Cutting a crystal of tungsten disilicide changes the gaps between its atomic planes by a few hundredths of an ångström, on gaps of about 1.3 Å. The forces that drive this are a few tenths of an eV/Å, and the energy gained is only about 0.03 eV for a slab cell with two surfaces. Small as they are, the changes follow a pattern that simple springs between atoms can largely reproduce.

The slab below was calculated with a standard density functional. From the bottom up its planes are Si, W, Si, Si, W, Si, Si, W, Si, with one atom each in the repeating cell, so the rumpling is zero by construction. The upper half mirrors the lower half, which leaves four independent gaps. In the table, the relaxed plane spacing to next is the gap above a plane, and the relaxed plane spacing change is its difference from the same gap in the bulk crystal.

Ansatz 0.2.0, PBE with PAW and plane waves up to 420 eV, without spin polarization, for a nine-plane Si2W (001) slab with Si on both faces and 15 Å of vacuum. All slab atoms were relaxed, with an 11×11×1 k mesh, Gaussian smearing of 0.1 eV and a dipole correction. Planes are numbered from the bottom up, and spacing changes are relative to the relaxed bulk crystal.

```
row  relaxed plane number  relaxed plane spacing to next (Å)  relaxed plane spacing change (Å)  relaxed plane rumpling (Å)
  1                     1                              1.264                            -0.038                       0.000
  2                     2                              1.282                            -0.020                       0.000
  3                     3                              1.307                            -0.024                       0.000
  4                     4                              1.317                             0.016                       0.000
  5                     5                              1.317                             0.016                       0.000
  6                     6                              1.307                            -0.024                       0.000
  7                     7                              1.282                            -0.020                       0.000
  8                     8                              1.264                            -0.038                       0.000
  9                     9                                n/a                               n/a                       0.000
```

**(a) The spacing rises steadily from the surface to the middle. Do the planes therefore return to their bulk distances? Compare rows 1 and 4.**

*Solution.* The spacing alone can't answer this, because the bulk crystal has two kinds of gap. Taking the change away from the spacing gives the bulk value. For row 1, a gap between Si and W, this is 1.264 + 0.038 = 1.302 Å, and the other gaps between Si and W agree with it to within 0.001 Å. Row 3, a gap between two Si planes, has a wider bulk value of 1.331 Å.

Measured against these values, the outermost gap has shrunk by 2.9% and the next two by between 1 and 2%. The gap of row 4, next to the central W plane, has widened by 1.2%. The planes therefore don't settle towards bulk distances on the way in: the change reverses its sign, and the middle of this slab is still disturbed by its surfaces.

**(b) Why do the outer gaps shrink while the central ones widen?**

*Solution.* A likely answer lies in which atoms touch. Neighbouring planes are shifted sideways by half the diagonal of the surface cell, so an atom has no partner straight above it in the next plane. It has one two planes away. Between W and Si this vertical contact is 2.633 Å long in the bulk, practically the same as the slanted W–Si bond between neighbouring planes, at 2.628 Å.

The slab can thus be read as two sets of vertical columns that interlock. With atoms named by their plane, one column is Si1–Si3–W5–Si7–Si9 and the other is W2–Si4–Si6–W8. Cutting the crystal takes a vertical partner from the end atom of each column. Si1 also loses four slanted bonds and keeps five of its ten neighbours, whereas W2 loses only the vertical neighbour below it and keeps the one above.

An atom that has lost neighbours usually binds the remaining ones more tightly, since its electrons are shared among fewer bonds. The forces in the slab before relaxation fit this argument. Si1 is pulled inward with 0.32 eV/Å and Si3 outward with 0.30 eV/Å, so these two are drawn together. W2 and Si4 are drawn together as well, with 0.21 eV/Å on W2 and 0.40 eV/Å on Si4. The forces don't prove this pairing, though: each is the sum of all pulls on an atom and doesn't tell which bond exerts them.

The pull on Si4 is about twice that on W2, and in the column picture the excess explains row 4. It acts outward, and its mirror image acts on Si6, so the two atoms on either side of the central W plane move apart. After relaxation the end contacts Si1–Si3 and W2–Si4 are shorter by 0.058 and 0.044 Å, while the contact Si4–Si6 is longer by 0.032 Å. The central gaps open because Si4 and Si6 each lean towards their own surface. That much doesn't hinge on the columns: the four lower planes taken together are pulled outward, and all three spring models compared in part (c) widen the central gap.

The same bond argument can account for this lengthening: an atom that binds more strongly on one side binds more weakly on the other. Yet the second contact of the other column, Si3–W5, hardly changes. A possible reason is that Si4–Si6 is weakened from both ends, whereas Si3–W5 is weakened only from the Si end. That is a guess, and a thicker slab would test it, because there the two surfaces would no longer act on the same central contact.

**(c) The pulls on the two outermost planes add up across the second gap. Why is that gap not the most compressed? Estimate its change with a single spring stiffness.**

*Solution.* Suppose first that each plane is tied only to the next one. The second gap then has to carry the inward pull on both Si1 and W2, and it should shrink the most. The calculation contradicts this: row 2 shrinks by 0.020 Å, about half as much as row 1.

Now let the springs run along the columns instead. Let $\Delta_i$ be the change of the gap above plane $i$, $f_i$ the inward force on plane $i$ before relaxation, and $k$ the stiffness of one vertical contact. A contact between planes $i$ and $i+2$ spans two gaps, so its length changes by $\Delta_i+\Delta_{i+1}$. Each contact must balance the forces summed from the free end of its column:

$$k(\Delta_1+\Delta_2)=-f_1,\qquad k(\Delta_2+\Delta_3)=-f_2,$$

$$k(\Delta_3+\Delta_4)=-(f_1+f_3),\qquad 2k\,\Delta_4=-(f_2+f_4).$$

The factor 2 appears because the contact Si4–Si6 spans two equal gaps. The stiffness was fitted to the four gaps of the lower half, rows 1 to 4, and came out at 5.9 eV/Å². The row worked here was therefore part of the fit.

The equations are solved from the centre outwards. The forces on W2 and Si4 add up to −0.196 eV/Å, which widens the central gap:

$$\Delta_4=\frac{0.196}{2\times5.9}\approx+0.017\ \text{Å}.$$

The forces on Si1 and Si3 nearly cancel, at 0.027 eV/Å, so the contact Si3–W5 keeps almost its full length. Since the upper of its two gaps widens, the lower one must shrink:

$$\Delta_3=-\frac{0.027}{5.9}-0.0166\approx-0.021\ \text{Å}.$$

The pull of 0.206 eV/Å on W2 shortens the contact W2–Si4, and the third gap has already supplied part of that shortening:

$$\Delta_2=-\frac{0.206}{5.9}+0.021\approx-0.014\ \text{Å}.$$

In this model, that is why the second gap is spared. It shares the shortening of W2–Si4 with the third gap, which closes anyway because the centre opens. The first gap gets no such relief. The contact Si1–Si3 has the strongest pull to satisfy, the second gap contributes little, and the outermost gap has to close by the rest, about 0.041 Å in the model and 0.038 Å in the calculation.

The column springs miss the four changes by 0.004 Å (root mean square), against 0.012 Å for springs between neighbouring planes only. Their largest miss is in row 2, where they give 0.014 Å of shrinkage instead of 0.020 Å. Noise in the forces from the k mesh could by itself shift a gap by about 0.004 Å. The order of rows 2 and 3, which differ by that amount, is therefore not safe. The printed output below compares the models gap by gap.

The success of the columns is surprising, because the slanted bonds are about as short as the vertical ones. If all bonds were equal springs, the four slanted bonds between an atom and a neighbouring plane would together be as stiff along the surface normal as one vertical contact. A model built that way misses by 0.010 Å and again makes the second gap the most compressed. Nor can the columns be the whole story. With vertical springs alone, nothing would stop one set of columns from sliding up or down past the other, and in this slab only the mirror symmetry rules that out. The column picture is thus an effective description, preferred because it matches these four gaps. Why the slanted bonds seem to count for so little remains open.

A separate check concerns the size of the motion. If the atoms respond in proportion to the forces, half the product of force and displacement, summed over the slab, is the energy gained. This gives 0.031 eV, and the full calculation gives 0.032 eV. The relaxation is thus a small elastic response, whichever springs carry it.

For another slab, the safe first step is to compare each gap with its own bulk value, as in part (a). Whether the column springs carry over to other surfaces isn't tested here. The result describes the ideal, clean surface: the small surface cell used here leaves no room for the atoms to rearrange into a larger pattern.

The analysis program printed:

```
fit of chg on 4 rows (plane < 5): coefficient of g 0.1701 +/- 0.014; rms 0.00375, worst 2 0.00616, leave-one-out rms 0.00591
  rows outside the fit (model, value, miss): 5 0.01663, 0.016, 0.000632; 6 -0.02127, -0.024, 0.00273; 7 -0.01384, -0.02, 0.00616; 8 -0.04122, -0.038, -0.00322
Gaps and contacts in angstrom and forces in eV/angstrom:
  row  bulk gap  change in percent  force before relaxation  slanted bond change  change of vertical contact past this plane  column springs  adjacent-plane springs  equal springs on all bonds
    1     1.302             -2.919                   0.3236             -0.01861                                         n/a        -0.04122                -0.02155                    -0.02655
    2     1.302             -1.536                   0.2064             -0.00985                                      -0.058        -0.01384                -0.03529                     -0.0336
    3     1.331             -1.803                  -0.2964             -0.01201                                      -0.044        -0.02127                -0.01556                    -0.01464
    4     1.301               1.23                  -0.4019             0.007958                                      -0.008         0.01663                  0.0112                     0.01493
    5     1.301               1.23                        0             0.007958                                       0.032         0.01663                  0.0112                     0.01493
    6     1.331             -1.803                   0.4019             -0.01201                                      -0.008        -0.02127                -0.01556                    -0.01464
    7     1.302             -1.536                   0.2964             -0.00985                                      -0.044        -0.01384                -0.03529                     -0.0336
    8     1.302             -2.919                  -0.2064             -0.01861                                      -0.058        -0.04122                -0.02155                    -0.02655
    9       n/a                n/a                  -0.3236                  n/a                                         n/a               0              -6.659e-07                           0
Bulk slanted Si-W bond in angstrom: 2.628
Bulk vertical W-Si contact in angstrom: 2.633
Stiffness along the normal of four slanted bonds relative to one vertical bond: 0.9895
Net inward pull on Si1 and Si3 together in eV/angstrom: 0.02727
Net inward pull on W2 and Si4 together in eV/angstrom: -0.1955
Fitted column spring stiffness in eV/angstrom^2: 5.878
Shift that the mesh noise in the forces could cause in angstrom: 0.003595
Rms miss of column springs in angstrom: 0.003747
Rms miss of adjacent-plane springs in angstrom: 0.01223
Rms miss of equal springs on all bonds in angstrom: 0.01006
Energy gain expected from linear response in eV per slab cell: 0.0312
Energy gain computed on relaxation in eV per slab cell: 0.0318
```
